Before building a pseudopotential or choosing a Hamiltonian for a tellurium compound, one has to decide how much relativity to carry: none, the scalar part only, or spin-orbit coupling as well. The free atom shows what each choice discards. With no relativity, the 5s level is 1.27 eV too shallow and the 4d levels are on average 2.3 eV too deep, relative to Dirac-Hartree-Fock. With no spin-orbit coupling, the two 5p levels, 0.88 eV apart, merge into one. The average position of 5p barely moves, so a check on that one level would wrongly suggest that relativity can be ignored. These are shifts of uncorrelated orbital energies in a configuration-averaged atom, and they indicate sizes rather than predict spectra.

Orbital energies ε and mean radii <r> of the neutral Te atom (Z = 52), [Kr] 4d10 5s2 5p4, computed with B-spline radial code 1 at the basis-set limit. Dirac-Coulomb Hartree-Fock with a Fermi nucleus is compared with non-relativistic Hartree-Fock with a point nucleus, both averaged over the nl configuration. A positive percentage means more tightly bound for ε and larger for <r>.

```tsv
orbital	n	l	electrons in the nl shell	ε, Dirac (eV)	ε, non-rel. (eV)	ε(Dirac)/ε(non-rel.) − 1 (%)	<r>, Dirac (bohr)	<r>(Dirac)/<r>(non-rel.) − 1 (%)
1s1/2	1	0	2	-31999	-30774	3.98	0.027805	-4.89
2s1/2	2	0	2	-5003.1	-4701.0	6.43	0.11926	-5.23
2p1/2	2	1	6	-4673.9	-4401.1	6.20	0.10092	-6.07
2p3/2	2	1	6	-4398.3	-4401.1	-0.06	0.10645	-0.91
3s1/2	3	0	2	-1037.4	-973.04	6.62	0.32022	-4.09
3p1/2	3	1	6	-900.94	-845.94	6.50	0.31118	-4.24
3p3/2	3	1	6	-848.14	-845.94	0.26	0.32225	-0.84
3d3/2	3	2	10	-610.27	-612.69	-0.39	0.29372	-0.78
3d5/2	3	2	10	-599.39	-612.69	-2.17	0.29726	0.42
4s1/2	4	0	2	-193.57	-180.97	6.96	0.76630	-3.54
4p1/2	4	1	6	-144.45	-134.86	7.11	0.80488	-3.62
4p3/2	4	1	6	-134.34	-134.86	-0.39	0.83139	-0.45
4d3/2	4	2	10	-54.165	-55.559	-2.51	0.96118	0.01
4d5/2	4	2	10	-52.588	-55.559	-5.35	0.97327	1.26
5s1/2	5	0	2	-20.390	-19.122	6.63	2.1414	-3.85
5p1/2	5	1	4	-10.099	-9.5401	5.86	2.5985	-3.80
5p3/2	5	1	4	-9.2233	-9.5401	-3.32	2.7165	0.57
```

Each row is an orbital with principal quantum number $n$, orbital angular momentum $l$ and total angular momentum $j = l \pm \tfrac12$, written after the letter. $\varepsilon$ is the orbital energy and $\langle r\rangle$ the mean radius. The two percentage columns compare the Dirac value with the non-relativistic one, and both $j$ rows of a shell share the same reference. The electron count belongs to the whole $nl$ shell, so 5p1/2 and 5p3/2 share four electrons. "Lowering" below means $\varepsilon(\text{non-rel.}) - \varepsilon(\text{Dirac})$, positive when relativity binds more.

### 1s: nearly a one-electron ion

The simplest comparison system is a single electron on a point nucleus with $Z = 52$, for which the Dirac equation is solved exactly and nothing is fitted. With $\alpha$ the fine-structure constant, $\kappa = -(l+1)$ for $j = l+\tfrac12$ and $\kappa = l$ for $j = l-\tfrac12$, and in atomic units,

$$\gamma = \sqrt{\kappa^2-(Z\alpha)^2},\quad n_r = n-|\kappa|,\quad N^2 = n_r^2+2n_r\gamma+\kappa^2,$$

$$E = \frac{1}{\alpha^2}\left[\frac{n_r+\gamma}{N}-1\right],\qquad \langle r\rangle = \frac{(3N^2-\kappa^2)(n_r+\gamma)-\kappa N}{2ZN}.$$

To lowest order the fractional gain in binding is $(Z\alpha/n)^2\,[\,n/|\kappa| - 3/4\,]$. It depends on $|\kappa| = j+\tfrac12$ and not on $l$, which anticipates the main grouping of the table: s1/2 with p1/2, and everything else well below.

For 1s, $\kappa=-1$, $n_r = 0$ and $N=1$. With $(Z\alpha)^2 = 0.1440$, $\gamma = \sqrt{1-0.1440} = 0.9252$. The energy $(\gamma-1)/\alpha^2$ divided by the Schrödinger value $-Z^2/2$ is $2/(1+\gamma)$, a gain of 3.88 %. The radius $(2\gamma+1)/2Z$ divided by $3/2Z$ is $2.8504/3 = 0.9501$, a change of $-4.99$ %. The table has 3.98 % and $-4.89$ %, each a tenth of a percentage point from the ion.

The agreement in energy is one of ratios only. The ion's lowering is 1429 eV and the atom's 1225 eV; the ion's non-relativistic binding, $1352 \times 27.21 \approx 36790$ eV, also exceeds the atom's 30774 eV. The other electrons cut numerator and denominator by similar factors, 0.86 and 0.84. The missing 204 eV of lowering is mostly indirect: the contraction of all shells beyond $n=1$ raises the potential energy at the nucleus by 194.75 eV (the sum is defined in the section on the d rows). The two calculations use different nuclear models, which theory puts at the order of electronvolts for 1s at this $Z$, small beside 1225 eV. Larger are the Breit shift (76.9 eV) and self-energy (43.9 eV) that the same Dirac calculation reports and $\varepsilon$ excludes; both reduce the binding.

### 2s to 5s: why the percentage stays flat

That 1s has the smallest gain among the $j=\tfrac12$ rows is no anomaly. The factor $(n - 3/4)/n^2$ rises from 1/4 at $n=1$ to 5/16 at $n=2$, and the exact ion goes from 3.88 to 4.87 %. The atom overshoots this, with 6.43 % for 2s, because screening now acts unequally. The 2s binding is $4701/9197 = 0.51$ of the ion's (a quarter of 36790 eV), while the lowering is $302.1/448.4 = 0.67$ of the ion's. The relativistic correction is produced close to the nucleus, where the electron is fast and sees almost the bare charge, whereas $\varepsilon$ is reduced by repulsion from every other electron in the atom.

Beyond $n=2$ the ion and the atom part. The ion's $j=\tfrac12$ gain falls to 2.60 % at $n=5$; the s rows stay between 6.4 and 7.0 %. The theoretical reason starts from the innermost lobe. Near the nucleus the potential $-Z/r$ outweighs the orbital energy of the shells from 2s outward, the more so the higher $n$, so these orbitals have a similar shape there and differ mainly by a normalisation factor. The direct lowering should then scale roughly with the density $\rho(0)$ of the orbital at the nucleus. The tabulated lowering does so: divided by the non-relativistic $\rho(0)$ of the same calculation, it lies between 0.0655 and 0.0709 eV bohr$^3$ for 2s to 5s, a spread of 8 %, while the lowering itself falls 238-fold. So narrow a spread is partly a cancellation. The direct term per unit $\rho(0)$ grows outward, as in the ion, where it goes as $1 - 3/4n$, from 0.625 at 2s to 0.85 at 5s. The tabulated lowering is that term minus an indirect rise caused by the contraction of the other electrons, and the share so lost also grows outward. The 1s row breaks the rule with 0.0279, or 0.43 of the 2s value. Its energy is not negligible beside the potential, and the ion, where this ratio goes as $1 - 3/4n$, gives $0.25/0.625 = 0.40$.

A flat percentage then needs $\rho(0)/|\varepsilon|$ to be flat, and it is, at 0.93 to 1.01 per eV bohr$^3$ for 2s to 5s. In the ion this quantity falls as $1/n$. The Fermi-Segrè relation, $\rho(0) \approx (Z/\pi)\,d\varepsilon/dn$, suggests why the atom differs. Each new shell is screened by all the earlier ones, so the s binding drops by a large factor per shell (4.83, 5.38 and 9.46 from 2s onward), and for such a roughly geometric fall $d\varepsilon/dn$ is proportional to $|\varepsilon|$. For 3s the logarithmic slope is $\tfrac12\ln(4.83\times5.38) = 1.63$, and $(52/\pi)\times1.63/27.21 = 0.99$, against 0.93. The same steps for 4s give 1.20 against 1.00, so the argument accounts for the size and the rough constancy but not for the small ups and downs along the s rows.

The 5s1/2 row shows the consequence. A valence electron bound by 20 eV is slow for nearly all of its orbit, yet it gains 6.63 %, more than 1s, because its brief passages through the core are small in just the proportion that its binding is small. Its contraction, 3.85 %, is also larger than that of 4s (3.54 %), reversing the decline from 2s. The ion tracks the $j=\tfrac12$ radii to within about 0.4 points up to $n=4$ but gives only 2.68 % here. Exchange aside, the outer part of an orbital decays roughly as $e^{-\sqrt{2|\varepsilon|}\,r}$, so 6.63 % more binding shortens the decay length by about half that, 3.3 %. This gives the size of the contraction but not the reversal, since the same rule gives 4s slightly more than 5s.

### The p rows: a mean and a splitting

Each pair of p rows is best read as a mean weighted by $2j+1$ and a splitting $\Delta$. By construction p1/2 lies $\tfrac23\Delta$ below the mean and p3/2 lies $\tfrac13\Delta$ above it. For 2p, 3p and 4p the mean gains 2.02, 2.34 and 2.11 %, and the splitting is 6.26, 6.24 and 7.50 % of the non-relativistic binding. So 2p3/2 is $2.02 - 6.26/3$ %, which is $-0.06$ % with unrounded values, and 2p1/2 is $2.02 + 4.17 \approx 6.2$ %. The inner p3/2 rows sit near zero because a scalar gain of about 2 % happens to match a third of the splitting. The mean is roughly what a scalar-relativistic calculation would return, although no such calculation was made.

The alternating signs of 2p3/2, 3p3/2 and 4p3/2 are remainders of this cancellation and should not be given a cause. The 3p3/2 level is lowered by 2.2 eV, and Breit and self-energy shifts would leave 0.16 eV of that. The 2.8 eV rise of 2p3/2 would become 13.7 eV. That 2p1/2 contracts most of all rows (6.07 %) is firmer, since the ion has the same feature, 6.48 % against 5.40 % for 2s.

The splitting can be checked against first-order theory, $\Delta = (l+\tfrac12)\zeta$, with the spin-orbit parameter $\zeta$ of the non-relativistic calculation. For 2p this gives 249 eV against 275.6 eV, a ratio of 1.11. Higher orders in $(Z\alpha)^2$ can supply that much: the ion's exact 2p splitting is $448.4 - 84.3 = 364$ eV and its first-order value $Z^2(Z\alpha)^2/32 = 2704\times0.1440/32$ hartree $= 331$ eV, a ratio of 1.10. The ratio grows outward to 1.21 for 4p and 1.37 for 5p. The closed shells show the same growth (1.03 for 3d, 1.12 for 4d), so it is not peculiar to the open shell. This $\zeta$ is a bare central-field value without two-electron terms, of a kind that misses measured fine structure by tens of per cent, so part of the growth may lie in $\zeta$ itself. Self-consistent readjustment to the $j$-split orbitals is another likely source, but these calculations do not separate the two.

### The d rows: the charged hollow sphere

The ion predicts a gain in binding for every orbital, and it overestimates the lowering in eV in every row. It cannot produce the d rows, all four of which are less bound. Splitting is not the explanation either, since the weighted means rise by 8.95 eV (1.46 %) for 3d and 2.34 eV (4.21 %) for 4d. The standard account is indirect: d electrons are kept from the nucleus by the centrifugal barrier and gain far less directly than the s and p electrons of their shell, and this gain is outweighed because they feel the contraction of the s and p shells.

A hollow sphere of charge $q$ and radius $R$ sorts out how. Outside it, the potential is $q/r$ whatever $R$ is, so shrinking a shell that lies wholly inside an orbital does nothing. Inside it, the potential is uniform at $q/R$, so shrinking a shell that lies wholly outside raises the energy and exerts no force: $\varepsilon$ rises and the shape stays. Only charge that moves from outside the electron to inside adds screening and pushes the orbital outward. The analogy is limited, because real shells overlap broadly and exchange has no place in it, but it shows that $\varepsilon$ and $\langle r\rangle$ need not move together.

The 4d3/2 row is the clearest case: 2.51 % less bound, with a radius changed by 0.01 %. Its change in binding is that of the mean plus three fifths of the splitting, $-4.21 + 0.6\times2.84 = -2.51$ %. The rise of the potential energy at the nucleus from shells of higher $n$ is the sum of occupation times the change in $\langle 1/r\rangle$, and the values from the two calculations give 2.32 eV for 5s and 5p together. That this nearly equals the 4d mean rise is partly chance. The value at the nucleus overstates what an orbital at 1 bohr feels, since 5s and 5p penetrate inside it, and for 3d the corresponding sum, 11.99 eV, exceeds the rise of 8.95 eV. Moreover, the tabulated rise is the indirect rise minus a direct gain, so the indirect term should be larger than the tabulated rise, by an amount not calculated here. The sums show that the outer shells supply a sizeable part; the overlapping s and p shells of the same $n$ should raise the energy too, but the sums do not partition the shift.

The radii point to the second, force-bearing part. The mean 4d radius grows by 0.76 %, where the ion has contractions for both $j$. The 4s and 4p shells, at about 0.8 bohr, overlap 4d from just inside, and their contraction is probably the main source of the push, with the tails of 3s and 3p adding to it, though no calculation here isolates either effect. In 4d3/2 that push and the inward pull of spin-orbit attraction nearly cancel in $\langle r\rangle$, while in 4d5/2 the spin-orbit term is repulsive and the two add to 1.26 %. For 3d the mean radius hardly changes ($-0.06$ %), so 3d3/2 contracts by 0.78 % while its energy rises by 0.39 %. The fractional effect is larger for 4d than for 3d because the rise in eV falls about fourfold while the binding falls elevenfold.

### 5p: splitting about a mean that stays

The 5.86 % of 5p1/2 looks like a continuation of the inner p1/2 rows, but it is made differently. The 5p mean changes by only $-0.26$ %, or 0.025 eV, and the splitting is 9.18 % of the binding. Hence 5p1/2 is $-0.26 + 6.12 = 5.86$ % and 5p3/2 is $-0.26 - 3.06 = -3.32$ %. The 5p3/2 row stands apart from the other p3/2 rows mainly because the 2 % scalar gain that offset their spin-orbit rise has vanished; the larger relative splitting adds to this, and Breit and self-energy shifts, together under 0.03 eV, do not alter that.

No higher shell surrounds 5p, so the loss of the scalar gain has to come from overlapping charge, most plainly 5s. The direct Coulomb integral $F^0$ between 5s and 5p rises by 0.206 eV in the $j$-weighted mean, or 0.41 eV for two 5s electrons, which is large beside the net 0.025 eV; the $j$-weighted mean $F^0$ within 5p also rises, from 9.116 to 9.199 eV, or by about 0.25 eV for the three partner electrons. Part of that rise reflects the contraction of 5p itself (0.89 % in the mean), so the number supports a cancellation of direct and indirect terms without measuring either.

The 5p3/2 change is not the change in ionisation energy. Total-energy differences between the averaged atom and ion give 8.926 eV (Dirac) and 8.960 eV (non-relativistic), a drop of 0.034 eV that resembles the shift of the mean, not the 0.317 eV rise of 5p3/2. The tabulated measured value is 9.010 eV. That the non-relativistic result lies closer to it says nothing in its favour, since both lack correlation and average over the fine structure, while the measurement refers to the lowest level.

For a neighbouring element the same pieces should carry over, by theory rather than by these numbers. The s gain should be roughly level from 2s outward and scale about as $Z^2$; p rows should be a modest mean with $+\tfrac23$ and $-\tfrac13$ of a splitting; and a d shell should be loosened most, in proportion, where it is shallow and enclosed by occupied s and p shells.
